**Parts of the total energy along the 17-electron sequence, Mn8+ to Kr19+**

The table holds the total, kinetic, electron-nucleus and electron-electron energies of twelve chlorine-like ions from Dirac-Coulomb Hartree-Fock at the basis limit, averaged over the configuration, with a Fermi nucleus. The program tests why −Vee/Vne falls, comparing a 1/Z expansion (E0 and E1 computed from hydrogenic orbitals, two further coefficients fitted to E and two relativistic ones to T + E) with Thomas-Fermi theory for the neutral atom and for the ion, with and without the Scott term. The bare 1/Z law is 10 to 15 % high, and the full model reproduces the ratio within 0.2 % but leaves a steady drift of up to 0.7 hartree in Vee. The Thomas-Fermi ion comes within about 3 % of the ratio while its energy is 21 to 22 % too deep, and the Scott term raises the ratio error above 20 %. In the model relativity lowers the ratio by only 0.7 to 1.3 %, and the Dirac virial theorem holds to about one part in 10⁵ in three rows.

Chlorine-like ions, all [Ne] 3s2 3p5, computed with B-spline radial code 1 at the basis-set limit: Dirac-Coulomb Hartree-Fock, average of configuration, Fermi nucleus. The kinetic energy is the expectation value of c α·p + (β − 1)c²; Vee and Vne are the electron-electron and electron-nucleus energies. The total energy excludes Breit and QED terms.

## The fit in Python

```python
# Table: total energy and parts (hartree) of 17-electron ions, Z=25-36, B-spline radial Dirac-Coulomb
# Hartree-Fock, nl average, Fermi nucleus. Tested: why -Vee/Vne falls: 1/Z expansion (E0, E1 computed),
# Thomas-Fermi (neutral, ion, ion+Scott), and the added share of relativity.
T = {
    'ion': ['Mn8+', 'Fe9+', 'Co10+', 'Ni11+', 'Cu12+', 'Zn13+', 'Ga14+', 'Ge15+', 'As16+', 'Se17+', 'Br18+', 'Kr19+'],
    'Z': [25, 26, 27, 28, 29, 30, 31, 32, 33, 34, 35, 36],
    'charge': [8, 9, 10, 11, 12, 13, 14, 15, 16, 17, 18, 19],  # e
    'E': [-1136.154, -1242.765, -1354.353, -1470.934, -1592.523, -1719.14, -1850.803, -1987.532, -2129.348, -2276.273, -2428.329, -2585.541],  # hartree
    'T': [1151.88, 1261.41, 1376.32, 1496.65, 1622.47, 1753.83, 1890.79, 2033.43, 2181.8, 2335.99, 2496.06, 2662.1],  # hartree
    'Vne': [-2603.2, -2836.53, -3080.2, -3334.3, -3598.91, -3874.11, -4159.98, -4456.62, -4764.11, -5082.55, -5412.05, -5752.71],  # hartree
    'Vee': [315.17, 332.349, 349.53, 366.718, 383.92, 401.141, 418.385, 435.656, 452.957, 470.292, 487.663, 505.074],  # hartree
    'ratio': [0.1211, 0.1172, 0.1135, 0.11, 0.1067, 0.1035, 0.1006, 0.0978, 0.0951, 0.0925, 0.0901, 0.0878],
}
import numpy as np
from scipy.constants import alpha
from scipy.special import eval_genlaguerre as Lag
from scipy.integrate import cumulative_trapezoid as ct, solve_ivp
from scipy.interpolate import CubicSpline
from sympy.physics.wigner import wigner_3j
Z, q, E, K, Vn, Ve = (np.array(T[k], float) for k in ['Z', 'charge', 'E', 'T', 'Vne', 'Vee'])
c = 1/alpha; R = -Ve/Vn; D = K+E; lz = np.log(Z); ex = lambda y: np.polyfit(lz, np.log(abs(y)), 1)[0]
sh = [(1, 0, 2), (2, 0, 2), (2, 1, 6), (3, 0, 2), (3, 1, 5)]
r = np.linspace(1e-4, 10, 40001)**2
P = [r**(l+1)*np.exp(-r/n)*Lag(n-l-1, 2*l+1, 2*r/n) for n, l, _ in sh]
P = [p/np.sqrt(ct(p*p, r)[-1]) for p in P]
Rk = lambda a, b, k: ct((a*ct(b*r**k, r, initial=0)+b*ct(a*r**k, r, initial=0))/r**(k+1), r)[-1]
w = lambda a, k, b: float(wigner_3j(a, k, b, 0, 0, 0))**2
E0 = -0.5*sum(o/n**2 for n, l, o in sh); E1 = 0
for i, (n, l, o) in enumerate(sh):
    E1 += o*(o-1)/2*(Rk(P[i]**2, P[i]**2, 0)-(2*l+1)/(4*l+1)*w(l, 2, l)*Rk(P[i]**2, P[i]**2, 2))
    for j, (m, g, u) in enumerate(sh[:i]):
        E1 += o*u*(Rk(P[i]**2, P[j]**2, 0)-0.5*sum(w(l, k, g)*Rk(P[i]*P[j], P[i]*P[j], k) for k in range(abs(l-g), l+g+1, 2)))
dj = [(1, 1, 2), (2, 1, 2), (2, 1, 2), (2, 2, 4), (3, 1, 2), (3, 1, 5/3), (3, 2, 10/3)]  # n, |kappa|, occupation
ED = lambda c: sum(o*c*c*((1+(Z/c/(n-k+np.sqrt(k*k-(Z/c)**2)))**2)**-0.5-1) for n, k, o in dj)
DH = (ED(c*1.0001)-ED(c*0.9999))/2e-4
r3, r2 = np.linalg.lstsq(-2/c**2*np.c_[Z**3, Z**2], D-DH, rcond=None)[0]
rs = (r3*Z**3+r2*Z**2)/c**2; Dm = DH-2*rs; Er = ED(c)-E0*Z**2+rs
E2, E3 = np.linalg.lstsq(np.c_[Z**0, 1/Z], E-Er-E0*Z**2-E1*Z, rcond=None)[0]
Em = E0*Z**2+E1*Z+E2+E3/Z+Er
Ve0 = E1*Z+2*E2+3*E3/Z; Vn0 = 2*E0*Z**2+E1*Z-E3/Z
Vem = Ve0+(r3*Z**3+2*r2*Z**2)/c**2; Vnm = 2*Em-Vem-Dm
ev = lambda t, y: y[0]
ev.terminal = True; tf = []   # Thomas-Fermi ion, x = t^2
for s in -1.588071-np.logspace(-3, 0.5, 40):
    o = solve_ivp(lambda t, y: [2*t*y[1], 2*max(y[0], 0)**1.5], (0, 12), [1, s], events=ev, rtol=1e-9, atol=1e-11)
    x0 = o.t_events[0][0]**2; Q = -x0*o.y_events[0][0][1]; tf.append((Q, s+Q/x0, 3/7*(s+Q*Q/x0)))
tf = np.array(tf); b = 0.5*(3*np.pi/4)**(2/3)
Vt, Et = (CubicSpline(tf[:, 0], tf[:, i])(q/Z)*Z**(7/3)/b for i in (1, 2)); Vet = 2*Et-Vt
M = {'bare1/Z': E1/(-2*E0*Z), 'TFion': -Vet/Vt, 'TF+Scott': -Vet/(Vt+Z**2), 'nonrel': -Ve0/Vn0, 'full': -Vem/Vnm}
print('last/first: Vee %.3f |Vne| %.3f |E| %.3f T+E %.3f ratio %.4f Z %.3f' % tuple(y[-1]/y[0] for y in (Ve, Vn, E, D, R, Z)))
print('power of Z: E %.3f (7/3=2.333) Vne %.3f Vee %.3f ratio %.3f T+E %.3f' % tuple(ex(y) for y in (E, Vn, Ve, R, D)))
print('local power of E, first/last step: %.3f %.3f' % tuple((np.diff(np.log(-E))/np.diff(lz))[[0, -1]]))
print('dVee/dZ first/last step: %.3f %.3f hartree' % tuple(np.diff(Ve)[[0, -1]]))
print('computed E0 %.5f E1 %.4f; E1/(2|E0|) %.4f; fitted E2 %.2f E3 %.1f r3 %.3f r2 %.2f' % (E0, E1, -E1/2/E0, E2, E3, r3, r2))
print('1/Z terms of ratio*Z: 2E2/E1 %.2f, E1/(2|E0|) %+.2f, sum %.2f' % (2*E2/E1, -E1/2/E0, 2*E2/E1-E1/2/E0))
print('ion ratio ratio*Z | '+' '.join(M)+' | T+E, model-table T+E, E, Vee, Vne (hartree)')
for i, s in enumerate(T['ion']):
    print('%-5s %.5f %.3f |' % (s, R[i], R[i]*Z[i]), ' '.join('%.5f' % m[i] for m in M.values()), '| %.2f %+.3f %+.3f %+.2f %+.2f' % (D[i], (Dm-D)[i], (Em-E)[i], (Vem-Ve)[i], (Vnm-Vn)[i]))
print('rounding (hartree): E, Vee 0.0005; T, Vne, T+E 0.005; ratio from parts 1e-6. Fall of ratio: %.5f (%.1f %%)' % (R[0]-R[-1], 100*(1-R[-1]/R[0])))
for k, m in M.items():
    e = 100*(m/R-1); j = np.argmax(abs(e))
    print('%-8s error first %+.2f %% last %+.2f %% worst %+.2f %% (%s); fall %.5f (%.1f %%)' % (k, e[0], e[-1], e[j], T['ion'][j], m[0]-m[-1], 100*(1-m[-1]/m[0])))
print('neutral TF ratio 1/7: error first %+.1f %% last %+.1f %%, fall 0' % tuple(100*(1/7/R[[0, -1]]-1)))
for k, y in (('neutral TF', -3/7*1.588071/b*Z**(7/3)), ('TF ion', Et), ('TF ion+Scott', Et+Z**2/2)):
    print('E error %s: first %+.1f %% last %+.1f %%' % (k, *(100*(y/E-1))[[0, -1]]))
for i in (0, -1):
    print('%s model relativistic part: E %.2f (-(T+E)/2 %.2f, %.2f %% of E), Vne %.1f (%.2f %%), Vee %+.2f (%.2f %%), ratio %+.2f %%; unscreened T+E %.2f' % (T['ion'][i], Er[i], -D[i]/2, 100*Er[i]/E[i], (Vnm-Vn0)[i], 100*(1-Vn0/Vnm)[i], (Vem-Ve0)[i], 100*(1-Ve0/Vem)[i], 100*(M['full']/M['nonrel']-1)[i], DH[i]))
print('relativistic share of the model fall: %.1f %%' % (100*(1-(M['nonrel'][0]-M['nonrel'][-1])/(M['full'][0]-M['full'][-1]))))
h = Z[2:-2]*(E[:-4]-8*E[1:-3]+8*E[3:-1]-E[4:])/12-Vn[2:-2]
print('Z dE/dZ - Vne (5-point): max %.3f hartree, rounding up to %.3f; max|T+Vne+Vee-E| %.3f' % (max(abs(h)), 0.00075*Z[-3]+0.005, max(abs(K+Vn+Ve-E))))
# small-component weights and Breit terms typed from the further outputs of the same runs
sm = {'Co10+': [.009452006, .001787896, .00174673, .001722122, .0004792999, .0004510533, .00044646], 'Ga14+': [.01254948, .002466499, .002421525, .00237832, .0007256728, .0006935153, .0006848556], 'Se17+': [.01517379, .003051605, .003003801, .002940812, .0009435018, .0009083181, .0008951696]}
for s, v in sm.items():
    x = -2*c*c*np.dot(v, [d[2] for d in dj]); y = E[T['ion'].index(s)]
    print('%s Dirac virial -2c^2*sum(small weight) %.3f, E %.3f, diff %+.3f hartree' % (s, x, y, x-y)); assert abs(x/y-1) < 1e-4
br = np.array([.4472331-.03865578-.0009985565, 1.523395-.1414331-.00741098])
print('Breit total first/last %.2f %.2f hartree = %.2f %.2f %% of Vee' % (*br, *(100*br/Ve[[0, -1]])))
assert all(np.diff(Ve) > 0) and all(np.diff(R) < 0) and all(np.diff(R*Z) > 0)
assert 4 < ex(D) < 5 and abs(Rk(P[0]**2, P[0]**2, 0)-0.625) < 1e-5
```

Output:

```
last/first: Vee 1.603 |Vne| 2.210 |E| 2.276 T+E 4.868 ratio 0.7252 Z 1.440
power of Z: E 2.254 (7/3=2.333) Vne 2.174 Vee 1.291 ratio -0.883 T+E 4.340
local power of E, first/last step: 2.287 2.227
dVee/dZ first/last step: 17.179 17.411 hartree
computed E0 -2.38889 E1 16.5724; E1/(2|E0|) 3.4686; fitted E2 -48.85 E3 -20.3 r3 5.016 r2 -37.25
1/Z terms of ratio*Z: 2E2/E1 -5.89, E1/(2|E0|) +3.47, sum -2.43
ion ratio ratio*Z | bare1/Z TFion TF+Scott nonrel full | T+E, model-table T+E, E, Vee, Vne (hartree)
Mn8+  0.12107 3.027 | 0.13875 0.11718 0.14623 0.12220 0.12131 | 15.73 +0.045 +0.036 +0.71 -0.69
Fe9+  0.11717 3.046 | 0.13341 0.11394 0.14195 0.11824 0.11733 | 18.64 +0.029 +0.012 +0.51 -0.51
Co10+ 0.11348 3.064 | 0.12847 0.11082 0.13785 0.11451 0.11357 | 21.97 +0.009 -0.005 +0.34 -0.37
Ni11+ 0.10998 3.080 | 0.12388 0.10782 0.13395 0.11099 0.11004 | 25.72 -0.001 -0.015 +0.20 -0.23
Cu12+ 0.10668 3.094 | 0.11961 0.10495 0.13022 0.10767 0.10669 | 29.95 -0.017 -0.021 +0.07 -0.10
Zn13+ 0.10354 3.106 | 0.11562 0.10221 0.12667 0.10453 0.10353 | 34.69 -0.025 -0.023 -0.05 +0.03
Ga14+ 0.10057 3.118 | 0.11189 0.09958 0.12329 0.10157 0.10054 | 39.99 -0.026 -0.020 -0.15 +0.14
Ge15+ 0.09775 3.128 | 0.10839 0.09707 0.12006 0.09876 0.09771 | 45.90 -0.031 -0.015 -0.24 +0.25
As16+ 0.09508 3.138 | 0.10511 0.09467 0.11698 0.09609 0.09502 | 52.45 -0.020 -0.006 -0.32 +0.34
Se17+ 0.09253 3.146 | 0.10202 0.09238 0.11405 0.09356 0.09246 | 59.72 -0.011 +0.005 -0.40 +0.42
Br18+ 0.09011 3.154 | 0.09910 0.09018 0.11125 0.09116 0.09003 | 67.73 +0.013 +0.018 -0.47 +0.49
Kr19+ 0.08780 3.161 | 0.09635 0.08807 0.10857 0.08887 0.08771 | 76.56 +0.045 +0.033 -0.53 +0.55
rounding (hartree): E, Vee 0.0005; T, Vne, T+E 0.005; ratio from parts 1e-6. Fall of ratio: 0.03327 (27.5 %)
bare1/Z  error first +14.60 % last +9.74 % worst +14.60 % (Mn8+); fall 0.04239 (30.6 %)
TFion    error first -3.21 % last +0.32 % worst -3.21 % (Mn8+); fall 0.02911 (24.8 %)
TF+Scott error first +20.78 % last +23.66 % worst +23.66 % (Kr19+); fall 0.03766 (25.8 %)
nonrel   error first +0.94 % last +1.22 % worst +1.22 % (Kr19+); fall 0.03333 (27.3 %)
full     error first +0.20 % last -0.10 % worst +0.20 % (Mn8+); fall 0.03360 (27.7 %)
neutral TF ratio 1/7: error first +18.0 % last +62.7 %, fall 0
E error neutral TF: first +23.7 % last +27.2 %
E error TF ion: first +22.2 % last +21.1 %
E error TF ion+Scott: first -5.3 % last -4.0 %
Mn8+ model relativistic part: E -7.71 (-(T+E)/2 -7.86, 0.68 % of E), Vne -32.9 (1.26 %), Vee +1.69 (0.54 %), ratio -0.73 %; unscreened T+E 21.64
Kr19+ model relativistic part: E -36.70 (-(T+E)/2 -38.28, 1.42 % of E), Vne -157.3 (2.74 %), Vee +7.32 (1.45 %), ratio -1.30 %; unscreened T+E 96.39
relativistic share of the model fall: 0.8 %
Z dE/dZ - Vne (5-point): max 0.015 hartree, rounding up to 0.031; max|T+Vne+Vee-E| 0.006
Co10+ Dirac virial -2c^2*sum(small weight) -1354.343, E -1354.353, diff +0.010 hartree
Ga14+ Dirac virial -2c^2*sum(small weight) -1850.783, E -1850.803, diff +0.020 hartree
Se17+ Dirac virial -2c^2*sum(small weight) -2276.239, E -2276.273, diff +0.034 hartree
Breit total first/last 0.41 1.37 hartree = 0.13 0.27 % of Vee
```
